Dear colleague,

Two 180° pulses whose phases differ by 5° do not cancel and do not invert. With ideal pulses they turn the fluorine magnetisation by 10° about z, and a 5 % error of the rf amplitude is enough to push that small rotation onto a quite different axis. I set the case up below as a problem with all its data and solve it with the quaternion composition rule, which I rederive first so that you can see which conventions it depends on.

THE PROBLEM

The sample is a dilute aqueous fluoride solution. The nucleus ¹⁹F has spin 1/2, and I treat the F⁻ ion as an isolated spin with a single line. Data, all to be taken as given inputs:

static field B₀ = 9.40 T
gyromagnetic ratio γ/2π ≈ 40.08 MHz/T (approximate, positive)
nominal nutation frequency ν₁ = 25.0 kHz
two rectangular pulses, each of length τp = 1/(2ν₁), the first with phase φ₁ = 0°, the second with φ₂ = δ = 5.00°
relaxation times T₁ ≥ T₂ ≈ 0.5 s (an assumed typical order of magnitude)

Find the single rotation, angle and axis, that replaces the pulse pair

(a) on resonance with the nominal amplitude;
(b) on resonance with the amplitude 5.00 % low and τp unchanged, together with the final state of magnetisation that starts along +z;
(c) with the nominal amplitude at a resonance offset Ω/2π = +2.50 kHz;
(d) as in (c), with a gap of 1.00 µs between the pulses for phase switching;
(e) for a train of nine back-to-back pairs, ideal and under the conditions of (b), and for the alternative choice φ₂ = 180° + δ.

CONVENTIONS

In the frame rotating with the carrier, and in angular-frequency units, the Hamiltonian during a pulse is

H = Ω Iz + ω₁ (Ix cos φ + Iy sin φ), with ω₁ = 2πν₁ > 0.

This can be written H = ωe n·I, with ωe = √(ω₁² + Ω²) and the unit vector n = (sin θ cos φ, sin θ sin φ, cos θ), where sin θ = ω₁/ωe and cos θ = Ω/ωe. A pulse of length τ has the propagator U = exp(−iβ n·I) with β = ωe τ. It turns the magnetisation by β about n in the right-handed sense, in a frame whose axes stay fixed. A later pulse multiplies from the left.

A word on signs for a nucleus with positive γ. The Larmor frequency ω₀ = −γB₀ is negative and so is the signed frame frequency, so Ω > 0 belongs to a line whose absolute frequency lies below the carrier. A coil field 2B₁ cos(|ω|t + ψ) along x contributes −2γB₁ cos(|ω|t + ψ) Ix, whose time average in the rotating frame is γB₁(−Ix cos ψ + Iy sin ψ), so that φ = 180° − ψ and ω₁ = γB₁. Thus δ = +5° means that the waveform of the second pulse lags by 5°. Reversing both δ and Ω amounts to viewing the whole experiment after a half turn about x, which leaves every rotation angle unchanged, so only their relative sign can affect an angle. How your console labels phases is something to establish on the instrument.

The data give |ω₀|/2π = 40.08 MHz/T × 9.40 T = 376.8 MHz, ω₁ = 1.571 × 10⁵ rad/s, a rotating field component B₁ = 25.0 kHz/(40.08 MHz/T) = 0.624 mT, τp = 20.0 µs and a pair length of 40.0 µs. The offset of 2.50 kHz corresponds to Ω = 1.571 × 10⁴ rad/s, or 6.6 ppm.

WHY THE RULE HOLDS

For spin 1/2, I = σ/2 with the Pauli matrices σ. Since (n·σ)² = 1, the exponential series splits into even and odd terms:

U = cos(β/2) − i sin(β/2) n·σ = q₀ − i q·σ.

The four real numbers q₀ = cos(β/2) and q = sin(β/2) n, with q₀² + q·q = 1, form the unit quaternion of the rotation. Write ci = cos(βi/2) and si = sin(βi/2), and multiply pulse 2 onto pulse 1:

U₂U₁ = c₁c₂ − i(s₁c₂ n₁ + c₁s₂ n₂)·σ − s₁s₂ (n₂·σ)(n₁·σ).

The Pauli identity (a·σ)(b·σ) = a·b + i(a × b)·σ turns the last term into −s₁s₂ n₁·n₂ − i s₁s₂ (n₂ × n₁)·σ. The product therefore has the form q₀ − i q·σ again. It is also a unit quaternion, because det U = q₀² + q·q and determinants multiply. Reading off the two parts gives

(1) cos(β/2) = c₁c₂ − s₁s₂ n₁·n₂,
(2) sin(β/2) n = s₁c₂ n₁ + c₁s₂ n₂ + s₁s₂ (n₂ × n₁).

This is the composition law that Rodrigues published in 1840. With vi = si ni it reads q₀ = c₁c₂ − v₁·v₂ and q = c₂v₁ + c₁v₂ + v₂ × v₁, which is the form to iterate: the result serves as rotation 1 for the next pulse, and so on through a composite pulse of any length. The rule was derived with 2 × 2 matrices, but it is the multiplication law of the group, so it holds for exp(−iβ n·I) of any spin as long as H is linear in I. Interchanging the pulses changes only the sign of the cross product, so the angle stays and the axis moves.

Equation (1) returns β between 0° and 360°. The quaternions (q₀, q) and (−q₀, −q) give propagators of opposite sign, and the density operator UρU† does not notice that sign. When q₀ < 0 I therefore quote the smaller equivalent rotation, by α = 360° − β about −n. From UσzU† one also obtains the image of unit magnetisation along +z:

(3) M = (2(qx qz + q₀ qy), 2(qy qz − q₀ qx), 1 − 2(qx² + qy²)).

In the arithmetic below I carry unrounded numbers and print five decimals for quaternion components.

TWO EQUAL PULSES IN CLOSED FORM

In (a), (b) and (c) both pulses have the same β and θ, so c₁ = c₂ = c and s₁ = s₂ = s. The axes are n₁ = (sin θ, 0, cos θ) and n₂ = (sin θ cos δ, sin θ sin δ, cos θ). Then

n₁·n₂ = 1 − 2 sin²θ sin²(δ/2),
n₂ × n₁ = (sin θ cos θ sin δ, sin θ cos θ (1 − cos δ), −sin²θ sin δ).

Equation (1) gives 1 + q₀ = 2c² + 2s² sin²θ sin²(δ/2). Since q₀ = −cos(α/2), the left side equals 2 sin²(α/4), and

(4) sin²(α/4) = c² + s² sin²θ sin²(δ/2).

For a pulse angle β near 180° and small δ this becomes α² ≈ [2(β − 180°)]² + [2δ sin θ]². The accumulated flip-angle error and the wanted z rotation add like perpendicular vectors. In equation (2), the transverse parts of n₁ + n₂ and of n₂ × n₁ are both proportional to (cos(δ/2), sin(δ/2)), so the net axis always lies in the vertical plane that bisects the two phases, at azimuth 2.50° or opposite to it.

(a) IDEAL PULSES

Here β = 360° × 25.0 kHz × 20.0 µs = 180°, so c = 0, s = 1, θ = 90°. Only the product terms survive:

q₀ = −cos 5° = −0.99619, q = n₂ × n₁ = (0, 0, −sin 5°) = (0, 0, −0.08716).

Taken literally, the net half angle is 175° and the rotation is 350° about −z. Equivalently it is α = 2δ = 10.00° about +z, and the propagator is U = −exp(−i 2δ Iz). You can confirm this without any algebra. A transverse vector at azimuth χ is reflected by the first pulse to −χ and by the second to 2δ + χ, while Mz is inverted twice. Swapping the order gives 10.00° about −z. Spread over the 40.0 µs of the pair, the rotation is equivalent to a precession frequency of (10°/360°)/40.0 µs = 694 Hz, generated by the phase step alone. The overall minus sign has no consequence for our single line. It would show up if the pair acted selectively on one transition of a coupled spin system, where the unirradiated levels supply a phase reference.

(b) AMPLITUDE 5 % LOW

Now ν₁ = 23.75 kHz, β = 360° × 23.75 kHz × 20.0 µs = 171.0° and β/2 = 85.5°, so c = 0.07846, s = 0.99692, c² = 0.00616, s² = 0.99384 and sc = 0.07822. With θ = 90°,

q₀ = c² − s² cos δ = −0.98391,
qx = sc(1 + cos δ) = 0.15614,
qy = sc sin δ = 0.00682,
qz = −s² sin δ = −0.08662.

The vector part has length 0.17868. The literal rotation is 339.41°, and the equivalent small one is α = 20.59° about −q/|q| = (−0.874, −0.038, +0.485), an axis 61.00° away from +z. The estimate from (4) has a shortfall of 2 × 9.0° = 18.0° and the wanted 10.0°, and √(18.0² + 10.0²) = 20.59 reproduces the angle in degrees to the figures shown. Equation (3) gives

M = (−0.040, +0.306, +0.951),

so a pair that should leave z magnetisation alone creates a transverse component of about three tenths of it. The z component of the quaternion has hardly changed, from −0.08716 to −0.08662; the damage comes from the terms linear in c, which add up because the two axes are nearly parallel. The two contributions to α are equal when 360° × ε = 2δ, that is for a relative amplitude error ε = 2.8 %. If the rf field across your sample varies by that much, different parts of the sample rotate about visibly different axes.

(c) OFFSET OF 2.50 kHz

The effective field is ωe/2π = √(25.0² + 2.50²) kHz = 25.125 kHz, so β = 360° × 25.125 kHz × 20.0 µs = 180.90°, sin θ = 0.99504 and cos θ = 0.09950. The half angle exceeds 90°, which makes c negative: c = −0.00783 and s = 0.99997. The ingredients are

n₁·n₂ = 0.99623,
sc(n₁ + n₂) = (−0.01556, −0.00068, −0.00156),
s²(n₂ × n₁) = (+0.00863, +0.00038, −0.08629),

and equations (1) and (2) give

q₀ = −0.99611, q = (−0.00693, −0.00030, −0.08785).

This is α = 10.11° about (0.079, 0.003, 0.997), tilted by 4.52° from +z. The estimate from (4) uses 2(β − 180°) = 1.80° and 2δ sin θ = 9.95° and again yields 10.11°. Free precession at 2.50 kHz for 40.0 µs would amount to 36.0°; during the pair the spin goes almost exactly once round the effective field, and the offset raises the net angle by only 0.11°. Because (4) contains the offset only through c², s² and sin²θ, this angle is the same for either sign of Ω, while the axis is not. From (3), Mz ends at 0.99990, a deficit of 9.6 × 10⁻⁵. Do not read much into that deficit, since relaxation competes with it, as I show further down.

(d) A GAP OF 1.00 µs

During the gap H = Ω Iz, a rotation about +z by ζ = 360° × 2.50 kHz × 1.00 µs = 0.90°, with quaternion (C; 0, 0, S), C = cos 0.45° = 0.99997 and S = sin 0.45° = 0.00785. There are now three rotations and the rule is applied twice.

First step: pulse 1, with scalar part c = −0.00783 and v₁ = s n₁ = (0.99501, 0, 0.09950), followed by the gap. The cross product is S ẑ × v₁ = (0, S v₁x, 0), so

p₀ = cC − S v₁z = −0.00862,
p = (C v₁x, S v₁x, C v₁z + cS) = (0.99498, 0.00781, 0.09944).

Second step: (p₀, p) followed by pulse 2, with scalar part c and v₂ = s n₂ = (0.99122, 0.08672, 0.09950):

q₀ = c p₀ − p·v₂ = −0.99674,
q = c p + p₀ v₂ + v₂ × p = (−0.00849, −0.00037, −0.08018).

The net rotation is α = 9.25° about (0.105, 0.005, 0.994), tilted by 6.05° from +z. The reflection argument explains the direction of the change. For ideal 180° pulses the azimuth goes χ → −χ → −χ + ζ → 2δ + χ − ζ, so the angle is 2δ − ζ = 9.10°. The precession in the gap is reversed by the second pulse and is subtracted for Ω and δ of equal sign; it is added for opposite signs. The gap lowers the angle by 0.86° relative to (c), far more than the 0.11° that the offset causes during the pulses themselves. If the line cannot be placed on the carrier, this delay is the first thing to shorten.

(e) A TRAIN OF NINE PAIRS

Applying (1) and (2) to two rotations with a common axis removes the cross product and leaves the addition theorems of cosine and sine, so N identical pairs give the angle Nα about the axis of one pair. Nine ideal pairs, lasting 360 µs, give 90.0° about +z, with the propagator sign (−1)⁹ = −1, and Mz remains 1. Under the conditions of (b) the angle is nine times the unrounded α, or 185.28°, about the axis tilted by 61.00°. A rotation by Nα about a unit vector m keeps the component of ẑ along m and turns the rest, so

Mz = mz² + (1 − mz²) cos(Nα).

With mz² = 0.235 this gives Mz = −0.527, close to the lowest value the train can approach, 2mz² − 1 = −0.530. A train intended as a pure phase shift has half inverted the z magnetisation.

Now take φ₂ = 180° + δ. On resonance this replaces n₂ by −n₂. For ideal pulses q₀ = +cos δ and q = (0, 0, +sin δ), the same 10.00° about +z without the minus sign. With the amplitude 5.00 % low,

q₀ = c² + s² cos δ = 0.99622,
q = (sc(1 − cos δ), −sc sin δ, s² sin δ) = (0.00030, −0.00682, 0.08662).

The angle is 9.97° and the axis is 4.50° from +z, because the terms linear in c now nearly cancel. However long the train, Mz stays above cos(2 × 4.50°) = 0.988 in the absence of relaxation. The price is paid in offset. With the nominal amplitude and Ω/2π = 2.50 kHz, the second axis is (−sin θ cos δ, −sin θ sin δ, cos θ), so n₁·n₂ = cos²θ − sin²θ cos δ, and with c, s and θ from (c) equation (1) gives q₀ = 0.97643 and a net angle of 24.93° in place of 10°. The pair with nearly parallel phases tolerates offset and suffers from amplitude error, and the pair with nearly opposite phases behaves the other way round. For a single fluoride line, which you can put on the carrier, the second choice is the one to use.

WHAT WAS NEGLECTED, AND HOW LARGE IT IS

Relaxation over one pair is at most of order 40.0 µs/0.5 s = 8 × 10⁻⁵. This is irrelevant for the angles, but it is of the same size as the Mz deficit of 9.6 × 10⁻⁵ in (c), so that deficit is a property of the rotation and not a prediction of the signal loss. Over nine pairs the figure is 7 × 10⁻⁴, small against the changes of Mz in (e).

The counter-rotating part of the coil field acts as an extra offset, the Bloch–Siegert shift, of magnitude ν₁²/(4ν₀) with ν₀ = 376.8 MHz, which is 0.41 Hz. Even if nothing refocused it, it would produce only 0.006° in 40.0 µs, so the angles for one pair are meaningful to about 0.01° within the model of rectangular pulses.

That model is the real limit. Since α = 2δ in the ideal case, an error of 0.5° in the phase step, whether from the phase shifter or from transients at the pulse edges, changes α by 1.0°, a tenth of the effect. If you know the pulse shape, the same rule covers it: cut the waveform into short slices of constant amplitude and phase, give each slice its quaternion (cos(β/2), sin(β/2) n), and apply (1) and (2) slice after slice in time order.